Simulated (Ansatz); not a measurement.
# Zone-centre phonons of tetragonal WSi2 under uniaxial strain along c, PBEsol linear response

Tungsten disilicide serves as a gate and contact metal in silicon devices, where films carry stress from deposition and cooling. A vibrational line can report that stress without touching the film, provided I know how far the line moves per per cent of strain and whether it splits. Here I follow the four optical modes of the tetragonal crystal at the zone centre while c is stretched or compressed and the a and b edges relax freely. Every shift is counted from the unstrained crystal at the same PBEsol level, and no measured frequencies stand beside the calculated ones. The question is which mode makes the best strain gauge, and how straight its calibration is.

## Method

One crystal, WSi2 (I4/mmm, 3 atoms) (known phase). It was then strained (uniaxial, along c) with the free edges and the atoms relaxed; labels give the mode at rest and under strain. The structures stem from measured cells of the Crystallography Open Database, directly or through a relaxation at another level; cell and atoms of the crystal at rest were relaxed at zero pressure at the same level as the strained ones, inside the symmetry of the start, with no thermal or zero-point expansion. Program: Ansatz 0.2.0, plane waves, PBEsol, the program's earlier default PAW potentials, scalar-relativistic without spin-orbit coupling, no spin polarisation. Wave-function cutoff 420 eV (the default for the potentials of each cell); on the k meshes (Γ-centred) the least product of divisions and cell-vector length runs from 87 to 93 Å. Occupations: methfessel-paxton smearing of 0.2 eV. Harmonic modes at natural masses come from linear response (density functional perturbation theory), with the acoustic sum rule imposed.

Notes on method and selection:

- Harmonic values at the static lattice; measured values carry thermal expansion and anharmonic shifts at their temperature.
- Modes are followed from row to row by the overlap of their patterns; levels that are degenerate at rest are joined across zero strain by their slopes.
- In cells without a Kohn-Sham gap the frequencies depend on k mesh and smearing; errors of a few per cent are possible.
- Spin-orbit coupling is left out; it matters most with heavy elements (here W).
- Runs that did not converge, have known faults or may not be shown are not listed, and runs on Ansatz's PAW sets soft_1 and soft_2 are kept to separate tables.

Columns:

- uniaxial strain (%): uniaxial strain along c, tension positive.
- stress (GPa): stress along the strain, tension positive.
- free-edge strain (%): strain of the first free edge.
- second free edge (%): strain of the second free edge.
- Eu (cm⁻¹): zone-centre mode Eu, no LO-TO term.
- A2u (cm⁻¹): zone-centre mode A2u, no LO-TO term.
- Eg (cm⁻¹): zone-centre mode Eg, no LO-TO term.
- A1g (cm⁻¹): zone-centre mode A1g, no LO-TO term.

Input lines of one member:

```
kpoints:
  mp_grid: { grid: [20, 20, 20] }
hamiltonian:
  xc: pbesol
  pseudopotentials: { kind: paw, azcp: { folder: soft_1 }, xc_functional: pbe }
scf:
  occupations: { method: methfessel_paxton, width: 0.2 }
output:
  eigenvalues: true
phonons:
  method: dfpt
```

Command (options for logging and memory left out): `ansatz run input.yaml --threads 4 --backend cpu`

## Results

| member | uniaxial strain (%) | stress (GPa) | free-edge strain (%) | second free edge (%) | Eu (cm⁻¹) | A2u (cm⁻¹) | Eg (cm⁻¹) | A1g (cm⁻¹) |
| --- | --- | --- | --- | --- | --- | --- | --- | --- |
| −4.0 % | −4 | ? | ? | 0.73 | ? | ? | ? | ? |
| −3.0 % | −3 | −17.99 | 0.54 | 0.54 | 263.7 | 342.0 | 344.5 | 495.8 |
| −2.0 % | −2 | −11.50 | 0.36 | 0.36 | 263.4 | 329.4 | 343.8 | 479.4 |
| −1.0 % | −1 | −5.51 | 0.18 | 0.18 | 262.9 | 317.2 | 342.7 | 463.9 |
| +0.0 % | 0 | 0.00 | 0.00 | 0.00 | 262.2 | 305.4 | 341.1 | 449.0 |
| +1.0 % | 1 | 5.05 | −0.17 | −0.17 | 261.4 | 294.1 | 339.0 | 434.3 |
| +2.0 % | 2 | 9.61 | −0.35 | −0.35 | 260.5 | 283.1 | 336.5 | 419.6 |
| +3.0 % | 3 | 13.71 | −0.52 | −0.52 | 259.5 | 272.6 | 333.7 | 405.5 |
| +4.0 % | 4 | 17.38 | −0.69 | −0.69 | 258.4 | 262.5 | 330.5 | 392.4 |

Cells marked ? are withheld until the estimate has been made.

Least-squares fits to the members shown, with x = uniaxial strain (%); R² and errors in the fitted variable (y, or ln y where the fit is in ln y):

| y | members | fit | R² | rms residual | leave-one-out rms | the same for the mean of the others |
| --- | --- | --- | --- | --- | --- | --- |
| A1g (cm⁻¹) | 8 | y = 449.9 − 14.77 x | 1.00 | 0.98 | 1.5 | 39 |
| Eg (cm⁻¹) | 8 | y = 340.0 − 2.014 x | 0.96 | 0.97 | 1.5 | 5.4 |

## Why the values move as they do

All four modes fall as c is stretched, but by very different amounts. Between −1 and +1 % the A1g slope is (434.3 − 463.9) / 2 = −14.8 cm⁻¹ per per cent, and that of A2u is (294.1 − 317.2) / 2 = −11.6. Eg moves by only (339.0 − 342.7) / 2 = −1.85 and Eu by about −0.8. Relative to its own frequency A2u is the more sensitive of the two leading modes: 11.6 / 305.4 = 0.038 against 14.8 / 449.0 = 0.033.

The division follows the direction of motion. In A1g and A2u the atoms move along c and stretch the bonds that the strain lengthens or shortens. An anharmonic bond stiffens when shortened, and since $\omega^2 \propto k/m$ with fixed masses, the frequency rises. In A1g tungsten stands still by symmetry, so the line reports the force constant felt by silicon alone. In Eg and Eu the atoms move in the plane and bend the bonds along c; the slanted bonds, which these modes do stretch (W–Si in both, Si–Si also in Eg), change length much less under this strain. The free edges also grow by about 0.18 % per per cent of compression, which probably offsets part of the stiffening.

Nothing splits. Strain along c keeps the fourfold axis, both free edges change equally, and Eg and Eu remain doubly degenerate. A splitting seen in a spectrum would point to strain that makes a and b unequal, or to another cause such as disorder.

For a gauge I would take A1g, which is Raman active: 1 cm⁻¹ corresponds to 1 / 14.8 = 0.07 % strain. This holds for free edges, not for a film clamped in the plane. The crystal is metallic, and an error of 3 % in the absolute frequency, about 13 cm⁻¹, would mimic nearly 1 % of strain, so shifts are safer than absolute positions.

## An estimate before looking

Plain estimates from the members shown:

- −4.0 %, fit at x = −4: 509.0 cm⁻¹ (an extrapolation)

The straight-line fit gives 509.0 cm⁻¹ at −4 %, and I expect that to be too low. It would leave a step of only 509.0 − 495.8 = 13.2 cm⁻¹ from the row at −3 %, whereas the steps from zero strain to −3 % grow: 463.9 − 449.0 = 14.9, then 479.4 − 463.9 = 15.5, then 495.8 − 479.4 = 16.4 cm⁻¹. This is the curvature expected of bonds that stiffen faster the shorter they become.

I therefore continue the parabola through the three nearest rows, $y(-4) = 3y(-3) - 3y(-2) + y(-1)$, which gives 3 × 495.8 − 3 × 479.4 + 463.9 = 513.1 cm⁻¹. The free edge listed at −4 %, 0.73 %, continues the smooth growth of the earlier rows, so I see no sign of a structural jump that would spoil the continuation.

The same rule can be tried on five shown rows, each time from the three rows on its tensile side. In cm⁻¹, it gives 3 × 479.4 − 3 × 463.9 + 449.0 = 495.5 at −3 % (table 495.8), 3 × 463.9 − 3 × 449.0 + 434.3 = 479.0 at −2 % (479.4), 3 × 449.0 − 3 × 434.3 + 419.6 = 463.7 at −1 % (463.9), 3 × 434.3 − 3 × 419.6 + 405.5 = 449.6 at 0 % (449.0) and 3 × 419.6 − 3 × 405.5 + 392.4 = 434.7 at +1 % (434.3). The root-mean-square miss is 0.4 cm⁻¹, which I take as the standard deviation. It covers the continuation of this calculated series only, not the distance to a measured line.

**Committed estimate, −4.0 %: A1g = 513.1 ± 0.4 cm⁻¹.**

## How the estimate fared

| member | uniaxial strain (%) | stress (GPa) | free-edge strain (%) | second free edge (%) | Eu (cm⁻¹) | A2u (cm⁻¹) | Eg (cm⁻¹) | A1g (cm⁻¹) |
| --- | --- | --- | --- | --- | --- | --- | --- | --- |
| −4.0 % | −4 | −25.01 | 0.73 | 0.73 | 263.9 | 355.0 | 344.6 | 512.9 |

| member | estimate | A1g (cm⁻¹) | computed | estimate − computed | miss in error bars |
| --- | --- | --- | --- | --- | --- |
| −4.0 % | committed | 513.1 | 512.9 | +0.2 | 0.5 |
| −4.0 % | fit | 509.0 | 512.9 | −3.9 |  |

The estimate of 513.1 cm⁻¹ lies 0.2 above the computed 512.9, inside the error bar of 0.4. The straight line fell 3.9 cm⁻¹ short. The argument that held was that the steps keep growing towards compression: the last one is 512.9 − 495.8 = 17.1 cm⁻¹, after 495.8 − 479.4 = 16.4 cm⁻¹ in the one before it.

The full series also shows a simpler regularity that I had not used. Each per cent of compression multiplies the A1g frequency by nearly the same factor, 512.9 / 495.8 = 1.034 at one end and 405.5 / 392.4 = 1.033 at the other, and the largest factor in between is 434.3 / 419.6 = 1.035. With the silicon mass fixed, the effective force constant therefore rises by about 7 % per per cent, since 1.034 × 1.034 = 1.07. That agrees with bonds along c that stiffen as they shorten, though bond lengths are not shown in the table.

## Outliers

Least-squares fits to the whole series, with x = uniaxial strain (%); R² and errors in the fitted variable (y, or ln y where the fit is in ln y):

| y | members | fit | R² | rms residual | leave-one-out rms | the same for the mean of the others |
| --- | --- | --- | --- | --- | --- | --- |
| A1g (cm⁻¹) | 9 | y = 450.3 − 15.03 x | 1.00 | 1.4 | 2.0 | 44 |
| Eg (cm⁻¹) | 9 | y = 339.6 − 1.785 x | 0.93 | 1.3 | 1.8 | 5.4 |

Largest departures from the fit to the whole series:

| member | A1g (cm⁻¹) | fit | computed − fit | in rms residuals |
| --- | --- | --- | --- | --- |
| −4.0 % | 512.9 | 510.4 | +2.5 | 1.8 |
| +4.0 % | 392.4 | 390.2 | +2.2 | 1.6 |
| −1.0 % | 463.9 | 465.3 | −1.4 | 1.0 |
| +0.0 % | 449.0 | 450.3 | −1.3 | 0.9 |

No row stands apart; the largest departures are the mark of a straight line laid through a gently curved series. Both ends lie above the line, by 2.5 cm⁻¹ at −4 % and 2.2 at +4 %, while the rows at −1 and 0 % lie below it by 1.4 and 1.3.

A quadratic term accounts for these sizes. From the two ends and the centre its coefficient is (512.9 + 392.4 − 2 × 449.0) / 32 = 0.23 cm⁻¹ per square per cent. For nine evenly spaced rows, where the mean of $x^2$ is 60 / 9 = 6.7, such a term should leave 0.23 × (16 − 6.7) = +2.1 at the ends and −0.23 × 6.7 = −1.5 at the centre, close to what is found. The few tenths that remain are too small to explain as physics in a metallic crystal with finite k sampling.

## Conclusions

From −4 to +4 % with free edges, A1g falls steadily as c is stretched. A straight line predicts a left-out row to about 2 cm⁻¹, and continuing the local curvature did better at the compressed end.

For stress along c near zero strain, the calibration is (434.3 − 463.9) / (5.05 + 5.51) = −2.8 cm⁻¹ per GPa, so a rise of 1 cm⁻¹ means about 0.36 GPa of compression.

Eg is unsuitable for reading strong compression, since it changes by only 0.1 cm⁻¹ between −3 and −4 %.

None of the omitted effects should rival the A1g range of 120 cm⁻¹. Warming usually lowers such a line, by roughly a few cm⁻¹ up to room temperature; 3 cm⁻¹ would pass for 3 / 14.8 = 0.2 % of tension, so the unstrained reference should be measured at the same temperature.

[Logs are printed without paths, hosts, clocks, repeated set-up lines and the standing remarks that a program may print on its own settings, such as how far it seeks lower states.]
